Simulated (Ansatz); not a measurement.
## Ligand exchange: Sn(CH3)Cl3 + C4H7Cl → SnCl4 + C5H10

Species: Sn(CH3)Cl3 (methyltin trichloride), singlet; C4H7Cl (cis-1-chloro-1-butene) `CC/C=C\Cl`, singlet; SnCl4 `[Cl][Sn]([Cl])([Cl])[Cl]`, singlet; C5H10 (trans-2-pentene) `C/C=C/CC`, singlet. The partners trade CH3 for Cl: Sn–CH3 and C–Cl bonds give way to Sn–Cl and C–CH3.

Shapes, held fixed at every level: PBE0-D4/def2-TZVP. Flexible molecules stand in one conformer, not always the lowest. Programs: Ansatz 0.2.0. Electronic energies: no zero-point or thermal term.

```
                level                    kind  ΔE (kJ/mol)  less CCSD(T)/def2-TZVPP  CPU time (sum over the molecules)
  B3LYP-D4/def2-TZVPP           global hybrid        -90.3                     -3.9                               83 s
  BHLYP-D4/def2-TZVPP           global hybrid        -98.3                    -11.9                               60 s
r2SCAN0-D4/def2-TZVPP           global hybrid        -92.0                     -5.6                               85 s
   wB97X-V/def2-TZVPP  range-separated hybrid        -90.3                     -3.9                              2 min
    B2PLYP/def2-TZVPP           double hybrid        -90.0                     -3.6                            1.7 min
         MP2/def2-SVP     perturbation theory       -107.0                    -20.6                                  –
       MP2/def2-TZVPP     perturbation theory        -84.8                     +1.6                                  –
   CCSD(T)/def2-TZVPP   coupled cluster or CI        -86.4                      0.0                             34 min
```

The highest level, CCSD(T)/def2-TZVPP, gives ΔE = -86.4 kJ/mol; the levels span -107.0 to -84.8. The column of differences is taken from that level and isn't an error. No measured value is set beside it here. For atoms past krypton def2 sets carry core potentials with scalar relativity. Correlated rows may include outer-core shells of Sn, which these sets cover unevenly. Times are processor times on shared x86 and Arm servers, and rough.

The exchange is clearly exothermic at every level, so its direction doesn't depend on the treatment of correlation. The main driving force is probably the pairing of electropositive tin with chlorine: the strongly polar Sn–Cl bond is stronger than the Sn–CH3 bond it replaces, and on the carbon side the new C–C bond is also somewhat stronger than the C–Cl bond given up. The energy isn't a pure measure of that bond exchange, however, because the chloroalkene is cis and the pentene trans. The change in alkene geometry probably contributes only a minor part.

Enlarging the basis shifts MP2 from -107.0 to -84.8 kJ/mol, more than the whole spread among the density functionals. This suggests that the small set describes the polarisation and correlation of the chlorine-rich tin centre unevenly across the reaction. In the larger set MP2 lies close to CCSD(T), so the net effect of higher-order correlation on the reaction energy is small there, though larger contributions may cancel. The favourable energy says nothing about the barrier to exchange.
